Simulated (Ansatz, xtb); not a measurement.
Relative energy of two isomers of C5H9FSSi

We compare X, `C=C/C=C(\C)[Si@H](F)S`, a singlet, with Y, `F[SiH2]C1=CCCCS1`, a singlet. Both are isolated molecules in the gas phase, relaxed with B3LYP-D3(BJ)/def2-SVP; the shapes shown needn't be the lowest conformers.

X (Å):

```yaml
atoms:
  - { symbol: C, position_ang: [-0.8047, 0.2456, 2.0004] }
  - { symbol: C, position_ang: [-0.1823, 0.2801, 0.8096] }
  - { symbol: C, position_ang: [0.5358, -0.8586, 0.2552] }
  - { symbol: C, position_ang: [1.1935, -0.9173, -0.9302] }
  - { symbol: C, position_ang: [1.3053, 0.2166, -1.9187] }
  - { symbol: F, position_ang: [1.7277, -3.5939, -0.1653] }
  - { symbol: S, position_ang: [4.1294, -2.1316, -1.5367] }
  - { symbol: Si, position_ang: [2.0265, -2.5224, -1.3625] }
  - { symbol: H, position_ang: [-0.7987, -0.6586, 2.6176] }
  - { symbol: H, position_ang: [-1.3365, 1.1146, 2.3952] }
  - { symbol: H, position_ang: [-0.2115, 1.2047, 0.2252] }
  - { symbol: H, position_ang: [0.5316, -1.7567, 0.8840] }
  - { symbol: H, position_ang: [0.9372, -0.0901, -2.9134] }
  - { symbol: H, position_ang: [0.7410, 1.1098, -1.6171] }
  - { symbol: H, position_ang: [2.3591, 0.5117, -2.0592] }
  - { symbol: H, position_ang: [1.5382, -3.1549, -2.6151] }
  - { symbol: H, position_ang: [4.4070, -3.2604, -2.2304] }
```

Y (Å):

```yaml
atoms:
  - { symbol: C, position_ang: [0.7197, -1.7287, 0.5009] }
  - { symbol: C, position_ang: [-0.1042, -1.4236, -0.5234] }
  - { symbol: C, position_ang: [-0.3326, -0.0565, -1.1094] }
  - { symbol: C, position_ang: [0.1901, 1.0969, -0.2478] }
  - { symbol: C, position_ang: [1.6256, 0.8675, 0.2195] }
  - { symbol: F, position_ang: [-0.2522, -4.3693, 0.2945] }
  - { symbol: S, position_ang: [1.7504, -0.5639, 1.3557] }
  - { symbol: Si, position_ang: [0.8879, -3.4978, 1.0755] }
  - { symbol: H, position_ang: [0.6520, -3.6168, 2.5387] }
  - { symbol: H, position_ang: [2.2153, -4.0673, 0.7243] }
  - { symbol: H, position_ang: [-0.6644, -2.2465, -0.9808] }
  - { symbol: H, position_ang: [0.1328, -0.0184, -2.1135] }
  - { symbol: H, position_ang: [-1.4131, 0.0774, -1.2907] }
  - { symbol: H, position_ang: [0.1410, 2.0375, -0.8214] }
  - { symbol: H, position_ang: [-0.4547, 1.2265, 0.6367] }
  - { symbol: H, position_ang: [2.2995, 0.6978, -0.6356] }
  - { symbol: H, position_ang: [2.0098, 1.7248, 0.7913] }
```

Question: Estimate E(Y) − E(X) at the level CCSD(T)/def2-SVP + ΔMP2/def2-TZVPP.

Answer: Calculated at CCSD(T)/def2-SVP + ΔMP2/def2-TZVPP: E(Y) − E(X) = +8.2 kcal/mol, so structure X lies lower.

How the difference moves with the method:

```csv
level,geometry,E(Y) − E(X) (kcal/mol),departure from the last row (kcal/mol),"job, with rough time for the two"
GFN2-xTB,GFN2-xTB,−12.1,−20.3,"optimisation, 0.39 s"
HF/STO-3G,GFN2-xTB,−35.9,−44.1,"single point, 0.5 s"
r2SCAN-D4/def2-SVP,GFN2-xTB,+5.6,−2.6,"single point, 5.3 s"
B3LYP-D3(BJ)/def2-SVP,B3LYP-D3(BJ)/def2-SVP,+8.6,+0.4,"optimisation, 1.7 min"
HF/def2-SVP,B3LYP-D3(BJ)/def2-SVP,+12.0,+3.8,part of the CCSD(T) run
MP2/def2-SVP,B3LYP-D3(BJ)/def2-SVP,+5.1,−3.1,part of the CCSD(T) run
CCSD(T)/def2-SVP,B3LYP-D3(BJ)/def2-SVP,+7.1,−1.0,single point
CCSD(T)/def2-SVP + ΔMP2/def2-TZVPP,B3LYP-D3(BJ)/def2-SVP,+8.2,,"single point, 2.5 min"
```

As drawn, Y has 1 C–C, 2 C–S, 1 Si–H in place of 1 C=C, 1 S–Si, 1 S–H. Structure X has no ring, Y a 6-membered ring.

GFN2-xTB, HF/STO-3G put the two in the other order. The largest departure from CCSD(T)/def2-SVP + ΔMP2/def2-TZVPP is that of HF/STO-3G, 44.1 kcal/mol. The last row adds to CCSD(T) the change of the MP2 difference between the two basis sets, here +1.0 kcal/mol.

With thermal terms from frequencies at re-optimised GFN2-xTB minima (ideal gas, soft modes damped towards free rotors, one conformer each, 298.15 K, 1 atm): on the last row, ΔE + ΔZPE = +10.6, ΔH = +9.2, ΔG = +12.6 kcal/mol.

The correlated steps freeze 16 core orbitals. Mirror images aren't counted in ΔG. Run with Ansatz 0.2.0, xtb 6.7.1; the last row on 4 threads of Arm Neoverse V1 on a shared host.

The open-chain diene X is favoured over the cyclic sulfide Y, even though ring closure trades a C=C π bond for σ bonding, which is normally downhill. The likely reason is the accompanying exchange at the heteroatoms: Y gives up S–Si and S–H bonds for comparatively weak C–S bonds and an Si–H bond, and also loses the diene conjugation. Sulfur lone-pair donation into the remaining C=C probably recovers only part of this. Free energy widens the gap further, as expected when a flexible chain becomes a ring with fewer soft torsions.

The reversed order at HF/STO-3G stems mainly from the minimal basis, which lacks polarisation functions and describes π and Si–S bonding unevenly. Neither missing correlation nor the geometry can be the main cause, since HF/def2-SVP favours X, as does r2SCAN-D4 on the same GFN2-xTB structures. Correlation in fact shifts the balance towards Y, with MP2 overshooting the CCSD(T) shift. The preference for X is thermodynamic and says nothing about how readily the two interconvert.
